This ion has the shape H₂B–PH⁺, with ten valence electrons and two unpaired spins. All rows use one fixed, strained geometry: at CCSD(T) the forces still reach about 3 eV/Å, so the errors belong to this shape and not to a relaxed molecule. R levels start from orbitals shared by both spins, U levels from separate orbitals for each spin. An error is the energy of a level less that of UCCSDT(Q), the coupled-cluster level with full triple and estimated quadruple excitations.

Hartree–Fock and correlated levels up to coupled cluster, computed with Ansatz 0.2.0 for the isolated ion BH₃P⁺ (charge +1 e, spin multiplicity 3) at one fixed geometry. All rows use the cc-pVDZ basis, and the correlated levels keep the core electrons frozen. R marks restricted open-shell and U unrestricted orbitals.

```tsv
level	this level less the reference (UCCSDT(Q), same basis) (meV)
RHF	5567.5
UHF	5462.4
RMP2	1242.4
UMP2	1235.0
CISD	538.5
RCCSD	185.4
UCCSD	182.4
RCCSD(T)	41.4
UCCSD(T)	40.9
BCCD(T)	39.8
RCCSDT	6.7
UCCSDT	6.2
RCCSDT(Q)	0.8
```

### 1. How much energy is at stake in the first two rows?

About 5.5 eV, or half an electronvolt for each valence electron. Hartree–Fock lets every electron feel only the average field of the others, so electrons of opposite spin come too close to each other. What it misses is a tiny part of the total energy, yet it is as large as a strong chemical bond. This is why the rest of the table matters for chemistry.

### 2. UHF lies about 0.1 eV below RHF. Why is so little of that lead left at MP2?

The unpaired electrons act by exchange only on electrons of their own spin, so the two partners of a pair prefer slightly different orbitals. UHF allows this and RHF forbids it. MP2, the second-order correction, gives the restricted route two ways to catch up, and its printed parts show both. Single excitations, which relax the orbitals, close 60 meV of the gap, and a larger energy of opposite-spin pairs closes another 38 meV.

The second part has a plausible reading, though these rows do not test it. Partners held in the same orbital stay closer together, so they have more to gain from avoiding each other. UHF has already collected some of that gain. A correlated method can thus repair a modest fault of its starting orbitals.

### 3. CISD and CCSD both work with single and double excitations. Why is CISD's error three times as large?

Picture one electron pair in a B–H bond and another in the P–H bond. While the first pair is excited, the second should remain free to be excited as well. CISD forbids this, because two double excitations at once make a quadruple one. Coupled cluster contains such products automatically through its exponential form:

$$e^{T}=1+T+\tfrac{1}{2}T^2+\dots$$

Here $T$ creates the single and double excitations, and $T^2$ supplies two pair events at the same time.

The table gives the size of the difference, 538 against 185 meV, while theory supplies the cause. The same reasoning says what happens in larger molecules: the more pairs there are, the more simultaneous events CISD leaves out.

MP2 does worse than either, with 1.2 eV left over. It includes double excitations only to lowest order and does not let them influence one another. CCSD solves for them together.

### 4. What is still wrong with CCSD(T)?

Its error is about 41 meV, or 4 kJ/mol, and most of it comes from triple excitations, in which three electrons move together. The (T) step estimates them once from the finished CCSD solution, so they act neither on each other nor back on the doubles. Here that estimate catches about 80% of the full effect. In the unrestricted series the error splits into two steps:

$$40.9 = 34.7 + 6.2\ \text{meV}$$

The first term is the part of the triples that (T) misses, the second the estimated quadruples. Both lower the energy, so the two omissions add up. In other molecules (T) can overshoot the triples, and the two errors then partly cancel. Why it falls short by as much as a fifth in this ion is open; low-lying empty orbitals on boron are a possible reason that these rows do not test.

### 5. Would better orbitals cure it?

There is no sign of that. BCCD(T) uses Brueckner orbitals, which are turned until the single excitations vanish. Its error agrees with those of RCCSD(T) and UCCSD(T) within 2 meV. Three kinds of orbitals thus lead to the same shortfall, whereas treating the triples in full brings the error down to 6 or 7 meV. The remedy lies in the treatment of the triples.

### 6. Would the usual warning signs have predicted this error?

Not its size. The T1 diagnostic, which measures the weight of single excitations, is 0.032 for RCCSD and 0.024 for UCCSD. Both values lie above 0.02, a common warning limit for closed-shell molecules, though looser limits are used for open shells. T1 may thus call for caution, but it does not give the size of the error: it differs by a third between the two runs, while their CCSD(T) errors are practically equal. That difference reflects how far the starting orbitals still have to relax, and coupled cluster does that relaxing well.

Spin contamination is slight too. A pure triplet has a squared spin of 2, a pure quintet has 6, and the UHF solution has 2.0138. If the quintet alone is mixed in, with weight $w$, then

$$2(1-w)+6w=2.0138,\qquad w=\frac{0.0138}{4}\approx 0.3\%.$$

The largest double excitations are small as well, so one determinant dominates the state. An error of 41 meV can therefore remain even where one determinant dominates. Most of it comes from the part of the triple excitations that (T) misses, which none of these indicators measures.

### 7. Which digits can be trusted, and what would a larger basis change?

The large steps are safe. Along the restricted series from RHF through MP2, CCSD and CCSD(T) to CCSDT, each step cuts the error by a factor of four to seven. Small gaps between rows with different orbitals deserve less trust, because their frozen cores may differ by up to 20 meV. The 2 meV between the three (T) variants therefore ranks none of them. The 0.8 meV of RCCSDT(Q) is only its distance from the unrestricted version of the same level, not from the exact answer.

A larger basis would give the electrons more room to avoid each other at short range, and every correlated energy would fall. For a double-zeta basis this lowering is roughly of the order of 1 eV, far more than the error of CCSD(T) in the table. Much of it cancels when similar species are compared, but a total energy from the last row is still no closer to nature than its basis allows. The order of the main levels will probably survive here, because the gaps between them are wide. It is no general law, though: MP2 often gains more from a larger basis than CCSD does, and in some molecules it catches up. The printed output below lists the differences and shares used here.

The analysis program printed:

```
Share of the correlation energy recovered, counted from RHF:
        row  recovered in percent  error in kJ/mol
        RHF                     0            537.2
        UHF                 1.888              527
       RMP2                 77.68            119.9
       UMP2                 77.82            119.2
       CISD                 90.33            51.96
      RCCSD                 96.67            17.89
      UCCSD                 96.72             17.6
   RCCSD(T)                 99.26            3.994
   UCCSD(T)                 99.27            3.946
    BCCD(T)                 99.29             3.84
     RCCSDT                 99.88           0.6465
     UCCSDT                 99.89           0.5982
  RCCSDT(Q)                 99.99          0.07719
RHF less UHF, meV: 105.1
RMP2 less UMP2, meV: 7.4
RCCSD less UCCSD, meV: 3
RCCSD(T) less UCCSD(T), meV: 0.5
RCCSDT less UCCSDT, meV: 0.5
Closing of the R-U gap at MP2 by singles, meV: 60.29
Closing of the R-U gap at MP2 by opposite-spin pairs, meV: 38.02
Closing of the R-U gap at MP2 by same-spin pairs, meV: -0.7
CISD error less RCCSD error, meV: 353.1
CISD error over RCCSD error, ratio: 2.905
Full triples step from UCCSD to UCCSDT, meV: 176.2
Share of the full triples step caught by (T) in the R run, percent: 80.53
Share of the full triples step caught by (T) in the U run, percent: 80.28
Triples missed by UCCSD(T), meV: 34.7
Quadruples step (Q) in the U run, meV: 6.186
Share of the UCCSD(T) error due to missed triples, percent: 84.84
Spread of the (T) error over R, U and Brueckner orbitals, meV: 1.6
T1 of ROHF-CCSD over T1 of UHF-CCSD, ratio: 1.335
Quintet weight in UHF if it alone contaminates, percent: 0.345
```
